Margin comments: width of a narrow l band, 4d Mo and 5d W

Conventions. Ry and a₀ (ħ²/2m = 1). R_l(E,r) is the regular radial solution, normalised in the Wigner–Seitz sphere of radius S; D = S R_l′/R_l at S.

1. Edges. On the plane midway between two atoms a bonding (even) state has zero normal slope and an antibonding (odd) state a node. With the cell replaced by a sphere, the bottom B has D = 0 and the top A has D → −∞. The centre C has D = −l−1, the slope of r^(−l−1).

2. Slope. The Wronskian identity gives dD/dE = −1/(S R_l²), so D falls and B < C < A. For P = 2(2l+1)(D+l+1)/(D−l), dP/dD = −2 at C, so P ≈ (E−C)/Δ with Δ = S R_l(C,S)²/2. Since P(B) = −2(2l+1)(l+1)/l and P(A) = 2(2l+1), W = 2(2l+1)²Δ/l. For d: 15Δ below C, 10Δ above, W = 25Δ. A rigid tail gives S·S^(−2l−2), hence W ∝ S^(−(2l+1)).

3. By hand. Take a d shell of radius r_c ≈ 2 holding about one unit of norm, R(r_c)² ≈ 1/r_c³, an r⁻³ tail and S ≈ 3. Then Δ ≈ r_c³/(2S⁵) and W ≈ 0.41 Ry ≈ 5.6 eV for either metal.

4. With care. Model: a square well for r < r_c, V = 0 out to S. Inputs: approximate S = 2.93 (Mo), 2.95 (W); r_c = 2.0, 2.1, chosen as typical. The Mo/W ordering is thus put in. Placing C = 0 makes the tail exactly r⁻³. Inside R ∝ j₂(kr), and D + 3 = y j₁(y)/j₂(y) at y = kr_c demands j₁(z) = 0 for the depth (z/r_c)²: z = 7.725 (one node, 4d), 10.904 (two nodes, 5d). In units of R(r_c)² r_c³ the norm is 1/2 inside, for any such z, plus (1−x³)/3 outside, x = r_c/S. Hence
Δ = 3x³/[S²(5−2x³)].
The unlinearised edges come from matching j₂(r√(z²/r_c²+E)) at r_c to free d waves with D(S) = 0 or R(S) = 0. In Ry, each entry rounded separately:

Mo: Δ = 0.0255; linear B, A, W = −0.38, +0.25, 0.64; full −0.27, +0.33, 0.60
W: Δ = 0.0291; linear −0.44, +0.29, 0.73; full −0.29, +0.40, 0.69

That is about 8 and 9 eV.

5. Why the hand value is low by 1.46 (Mo) and 1.68 (W). The factors multiply.
Rounding S, magnified by the fifth power: 1.13, 1.09.
Rounding r_c, cubed: 1, 1.16.
Norm (5−2x³)/6 in place of 1: 1.37, 1.40. Of this 6/5 is the shell's shape; the rest is tail cut off at S, whose weight returns to the sphere.
Linearisation: 0.94, 0.95.

6. The last factor hides a cancellation. Here P(E) is concave, so both edges lie above their linear values: in Mo B by 0.11 and A by 0.08 Ry, in W by 0.14 and 0.11 Ry. The form E − C = ΔP/(1−γP) gives W ≈ 25Δ(1−5γ) to first order, but the Mo edges need γ = 0.029 (B) and 0.023 (A), so higher terms matter. The rule serves the width, not the edges: the full solution reverses the 15:10 asymmetry.

7. The exponent. Even this rigid well gives d ln Δ/d ln S = −5 − 6x³/(5−2x³) = −5.44 (Mo), −5.51 (W), because the norm changes with S. Readjustment of the potential under compression, s–d hybridisation and crystal structure are all absent. The 5d spin–orbit parameter of W, typically 0.03 Ry, equals the net linearisation change of 0.03 Ry in size, so the second figure of W describes the model, not the metal.